The ion SnH₅⁻ has two axial hydrogens on opposite sides of tin and three equatorial ones around its waist. The table lists its five lowest triplet excitations from the closed-shell ground state, computed with a hybrid functional at fixed geometry.

Triplet excitations of SnH₅⁻ from its singlet ground state, computed with PySCF 2.14.0 using linear-response TDDFT in the Tamm–Dancoff approximation, PBE0/def2-SVPD, at the GFN2-xTB geometry. Pair weights refer to natural transition orbitals, and the densities are unrelaxed.

| row | excitation energy (eV) | oscillator strength | leading pair weight | hole electron distance (Å) | hole electron overlap |
| --- | --- | --- | --- | --- | --- |
| 1 | 2.756 | 0.000 | 0.99000 | 0.004 | 0.649 |
| 2 | 4.201 | 0.000 | 0.98500 | 0.399 | 0.520 |
| 3 | 4.204 | 0.000 | 0.98500 | 0.404 | 0.523 |
| 4 | 5.249 | 0.000 | 0.98500 | 0.118 | 0.464 |
| 5 | 5.249 | 0.000 | 0.98500 | 0.127 | 0.462 |

*How many different levels do the five rows describe?* Three: a single state in row 1, a pair in rows 2 and 3, and a second pair in rows 4 and 5. The partners of the first pair differ by 0.003 eV, while the steps between levels exceed 1 eV. The reason is the shape of the ion, whose three equatorial bonds are equally long and about 120° apart. Such a threefold axis allows orbitals that come in twos with the same energy, and an electron lifted into either of the two costs the same.

*Why is every oscillator strength zero?* Light acts on the position of an electron and leaves its spin alone, so it can't turn a singlet into a triplet. The zeros follow from spin and say nothing about the shape of the orbitals. In the real ion, spin-orbit coupling, which is strong at tin and is left out here, would mix singlets and triplets and could lend some of these transitions intensity, though the symmetry of the ion can keep others dark.

*Where does the electron come from, and where does it go?* In each row one pair of orbitals makes up nearly the whole excitation, as the leading pair weight shows, and the emptied orbital is always the highest occupied one. About half of the hole sits on the two axial hydrogens, and the rest is spread over tin and the equatorial ones. This roughly fits the usual picture of a three-centre four-electron bond: two electrons bind the axial hydrogens through a p orbital of tin, and the other two fill a nearly non-bonding orbital that lies mostly on those hydrogens. The excited electron sits more on tin, which gains roughly 0.3 of an electron, though such atomic shares are only approximate for diffuse orbitals.

*Does the larger hole–electron distance in rows 2 and 3 mean that charge moves to one side?* This distance measures only how far the centre of the electron cloud lies from the centre of the hole. In row 1 it is almost zero although charge moves towards tin, because the charge arrives evenly from opposite sides. In rows 2 and 3 it is about 0.40 Å, but the two shifts point in opposite directions.

The simple model behind this is symmetry alone, with nothing fitted. One member of a degenerate pair may be lopsided, but the pair taken together must have the full symmetry of the ion, so the average of the two shift vectors should vanish. For rows 2 and 3 the average is 0.005 Å long, and the second pair behaves in the same way; the output below gives both. The direction of each partner's shift depends on how the pair was divided into two states, and the distance of a single partner shouldn't be read as a net transfer of charge.

*Row 2 lies at 4.20 eV, exactly the gap between the highest occupied and the lowest empty orbital. Is it the excitation across that gap?* No, that excitation is row 1, which lies 1.45 eV lower. With exact exchange in the functional, an empty orbital is partly treated as a place for an additional electron, repelled by all the electrons of the ion, yet an excited electron leaves a hole behind and is attracted by it. Row 2 uses a higher empty orbital, and its agreement with the gap is a coincidence: the extra orbital energy happens to be cancelled by the interaction with the hole.

The size of this attraction can be estimated. Two unit charges at a distance r attract each other with 14.4 eV Å / r, and the functional contains one quarter of exact exchange. With the spread of the excited electron in row 1, 3.07 Å, as the distance, a quarter of the attraction is about 1.2 eV. That is the right order of magnitude, but the estimate is too crude to tell how much of the lowering is left for the remaining interaction between the two electrons in a triplet.

*What would change if one equatorial bond were stretched?* The threefold axis would be lost, and with it the reason for equal energies. Both pairs would split, whereas row 1 could only shift, since it has no partner.

*Which digits can be trusted?* Fewer than are printed. The highest occupied orbital lies at only −0.33 eV, so by this measure even row 1 has far more energy than is needed to release the electron. The functional probably puts that threshold too low, but the lowest empty orbital is itself unbound and is held near the ion by the finite basis. More diffuse functions could lower the energies a good deal and add new states below them, so not even the digit before the decimal point is safe, and other levels may turn out to be the lowest. That each level is a single state or a pair rests on symmetry and is much firmer than any energy in the table.

Printed output of the fit:

```
Step from single state to mean of first pair (eV): 1.446
Step from first pair to second pair, means (eV): 1.046
Splitting inside first pair (eV): 0.003
Splitting inside second pair (eV): 0
Equatorial Sn-H lengths, first (angstrom): 1.78
Equatorial Sn-H lengths, second (angstrom): 1.782
Equatorial Sn-H lengths, third (angstrom): 1.783
Equatorial angle H-Sn-H, first to second (degrees): 120
Equatorial angle H-Sn-H, second to third (degrees): 119.7
Length of mean shift vector, first pair (angstrom): 0.004743
Length of mean shift vector, second pair (angstrom): 0.005477
Shares of one electron:
  row  hole on Sn  electron on Sn  gain of Sn  hole on both axial H  electron on both axial H
    1       0.231           0.499       0.268                 0.508                     0.186
    2       0.233           0.589       0.356                 0.497                     0.062
    3       0.233           0.589       0.356                 0.497                     0.062
    4       0.232           0.574       0.342                 0.515                      0.23
    5       0.232           0.574       0.342                 0.515                      0.23
Hole share of one axial H over one equatorial H, row 1 (ratio): 2.92
HOMO-LUMO gap (eV): 4.202
Row 1 below the gap (eV): 1.446
Quarter of Coulomb attraction at the electron spread, order of magnitude (eV): 1.173
Row 1 above the Kohn-Sham detachment threshold (eV): 2.428
```
